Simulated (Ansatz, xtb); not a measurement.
# Relative energy of two isomers of BGeH3O2

Structure X: `OB[O][GeH]`, a singlet. Structure Y: `O=B[O][GeH3]`, a singlet. Both are isolated molecules in the gas phase, relaxed with PBE-D3(BJ)/def2-SVP; each stands in its lowest conformer found.

X (Å):

```xyz
7

B     0.8345    0.0826   -1.1844
Ge    3.2308    1.2158   -0.2002
O    -0.4985   -0.1879   -1.1156
O     1.4361    0.8117   -0.1771
H    -0.8797    0.1988   -0.3022
H     1.4428   -0.3418   -2.1529
H     3.1295    2.0163    1.2089
```

Y (Å):

```yaml
atoms:
  - { symbol: B, position_ang: [0.3226, 0.5693, 2.7047] }
  - { symbol: Ge, position_ang: [-0.9777, 0.0065, 0.2100] }
  - { symbol: O, position_ang: [0.3078, 0.8135, 3.9081] }
  - { symbol: O, position_ang: [0.3724, 0.3088, 1.4121] }
  - { symbol: H, position_ang: [-1.8554, 1.2791, 0.1880] }
  - { symbol: H, position_ang: [-0.2195, -0.2301, -1.1103] }
  - { symbol: H, position_ang: [-1.7485, -1.2405, 0.7012] }
```

**Question.** Which of the two would you expect CCSD(T)/def2-TZVP electronic energies to favour?

**Answer.** Structure Y; the calculation gives E(Y) − E(X) = −37.7 kJ/mol.

How the difference moves with the method:

```csv
level,geometry,E(Y) − E(X) (kJ/mol),departure from the last row (kJ/mol),"job, with rough time for the two"
GFN2-xTB,GFN2-xTB,+32.9,+70.6,"optimisation, 0.17 s"
HF/STO-3G,GFN2-xTB,−146.3,−108.6,"single point, 0.38 s"
r2SCAN-D4/def2-SVP,GFN2-xTB,−41.3,−3.6,"single point, 1.9 s"
PBE-D3(BJ)/def2-SVP,PBE-D3(BJ)/def2-SVP,−22.7,+15.0,"optimisation, 34 s"
HF/def2-TZVP,PBE-D3(BJ)/def2-SVP,−37.7,0.0,part of the CCSD(T) run
MP2/def2-TZVP,PBE-D3(BJ)/def2-SVP,−50.5,−12.8,part of the CCSD(T) run
CCSD(T)/def2-TZVP,PBE-D3(BJ)/def2-SVP,−37.7,,"single point, 59 s"
```

As drawn, Y has 1 B=O, 2 Ge–H in place of 1 B–O, 1 O–H, 1 B–H.

GFN2-xTB puts the two in the other order. The largest departure from CCSD(T)/def2-TZVP is that of HF/STO-3G, 108.6 kJ/mol.

With harmonic frequencies from PBE-D3(BJ)/def2-SVP (ideal gas, rigid rotor, one conformer each, 298.15 K, 1 atm): on the last row, ΔE + ΔZPE = −46.9 kJ/mol. A mode under 50 cm⁻¹ makes harmonic enthalpies and free energies unreliable, so none is given.

The correlated steps freeze 12 core orbitals; the filled d shell of Ge is correlated, in a basis made for valence electrons. Programs: Ansatz 0.2.0, xtb 6.7.1; the last row on 2 threads of Intel(R) Xeon(R) Platinum 8488C (Sapphire Rapids) on a shared host.

Y is favoured because moving two hydrogens from the HO–BH unit to germanium turns a divalent germylene into tetravalent germanium. X keeps a largely s-type lone pair and a formally empty p orbital on Ge, partly stabilised by π donation from oxygen. Y gains two Ge–H bonds, but gives up strong O–H and B–H bonds and leaves boron two-coordinate. The short, strongly π-bonded terminal B=O recovers much of that cost, so the preference is a modest balance between large opposing terms.

Zero-point energy strengthens it, as stiff O–H and B–H stretches give way to softer Ge–H ones. The match between Hartree–Fock and CCSD(T) at −37.7 kJ/mol doesn't mean that correlation is unimportant: MP2 moves the difference to −50.5 kJ/mol, which suggests that second-order correlation favours Y and higher-order terms cancel that shift. The ordering doesn't make Y isolable, since unhindered oxoboranes readily oligomerise through their electrophilic boron and basic terminal oxygen.
